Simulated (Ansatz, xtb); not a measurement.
**BFGaH2P: which of two structures lies lower**

Structure I: a singlet given by its coordinates. Structure II: `FB[PH][Ga]`, a singlet. Both are isolated molecules in the gas phase, relaxed with B3LYP-D3(BJ)/def2-SVP; the shapes shown needn't be the lowest conformers.

I (Å):

```xyz
6

B    -0.0618   -0.4189   -2.7409
F    -1.1053   -0.7389   -3.5128
Ga    1.7112    0.4038   -1.4270
P     1.0934   -1.6283   -1.8953
H     0.0650    0.8293   -2.6401
H     2.1157    1.8741   -1.1193
```

Close contacts (Å): B1–F2 1.34, B1–Ga3 2.36, B1–P4 1.87, Ga3–P4 2.17, B1–H5 1.26, Ga3–H5 2.09, Ga3–H6 1.56.

II (Å):

```yaml
atoms:
  - { symbol: B, position_ang: [-1.2359, 0.4209, -1.3713] }
  - { symbol: F, position_ang: [-2.1524, -0.5462, -1.4312] }
  - { symbol: Ga, position_ang: [2.0578, 0.1163, -1.8742] }
  - { symbol: P, position_ang: [0.2477, 0.3500, -0.2110] }
  - { symbol: H, position_ang: [-1.4092, 1.3906, -2.0777] }
  - { symbol: H, position_ang: [0.1992, -1.0194, 0.2026] }
```

Energies in hartree; the thermal terms are from B3LYP-D3(BJ)/def2-SVP harmonic frequencies (ideal gas, rigid rotor, one conformer each, 200 K, 1 atm) and include the zero-point energy:

|  | I | II |
| --- | --- | --- |
| E, CCSD(T)/def2-TZVP | −2390.133512 | −2390.144395 |
| zero-point energy | 0.023529 | 0.024668 |
| H(200 K) − E | 0.027120 | 0.028625 |
| G(200 K) − E | 0.004983 | 0.005234 |

Task: Work out ΔE, ΔE₀, ΔH and ΔG for I → II in kJ/mol (1 Eh = 2625.50 kJ/mol) and the equilibrium ratio [II]/[I].

Result: 1. ΔE = −2390.144395 − (−2390.133512) = −0.010883 Eh = −28.57 kJ/mol.
2. ΔE₀ = ΔE + ΔZPE = −0.010883 + (+0.001139) Eh = −25.58 kJ/mol.
3. ΔH = ΔE + (+0.001505) Eh = −24.62 kJ/mol.
4. ΔG = ΔE + (+0.000251) Eh = −27.91 kJ/mol, so ΔS = (ΔH − ΔG)/T = +16.5 J/(mol K).
5. kT = 0.6334 mEh, so K = [II]/[I] = exp(−ΔG/kT) = exp(+16.79) ≈ 2.0 × 10^7.

Structure II is favoured at this temperature. An error of 4 kJ/mol in ΔG would change K by a factor of 11. Mirror images and further conformers aren't counted.

Other levels gave ΔE = −58.9 (B3LYP-D3(BJ)/def2-SVP); −75.6 (HF/def2-TZVP); −12.2 (MP2/def2-TZVP) kJ/mol. The correlated steps freeze 16 core orbitals; the filled d shell of Ga is correlated, in a basis made for valence electrons. Programs: Ansatz 0.2.0.

Structure II lies lower at every level listed, and the preference survives the thermal terms. The isomers differ mainly in where one hydrogen sits. In I it is on gallium, leaving a bare phosphorus with a short, multiply bonded Ga–P contact; in II it is on phosphorus, and gallium is a singly bonded Ga(I) centre. II probably gains from a strong P–H bond and from gallium keeping its 4s pair, since heavier group 13 elements favour the lower oxidation state. The long Ga–H contact to the boron-bound hydrogen in I is at most a weak bridge.

Hartree–Fock exaggerates the gap at −75.6 kJ/mol and MP2 shrinks it to −12.2, with CCSD(T) between them. Correlation thus favours I, as expected for a compact structure with Ga–P multiple bonding and a close B–Ga contact, and MP2 apparently overshoots this. The order is therefore better supported than the size of the equilibrium ratio. Whether I would persist kinetically depends on the barrier to hydrogen migration, which isn't shown.
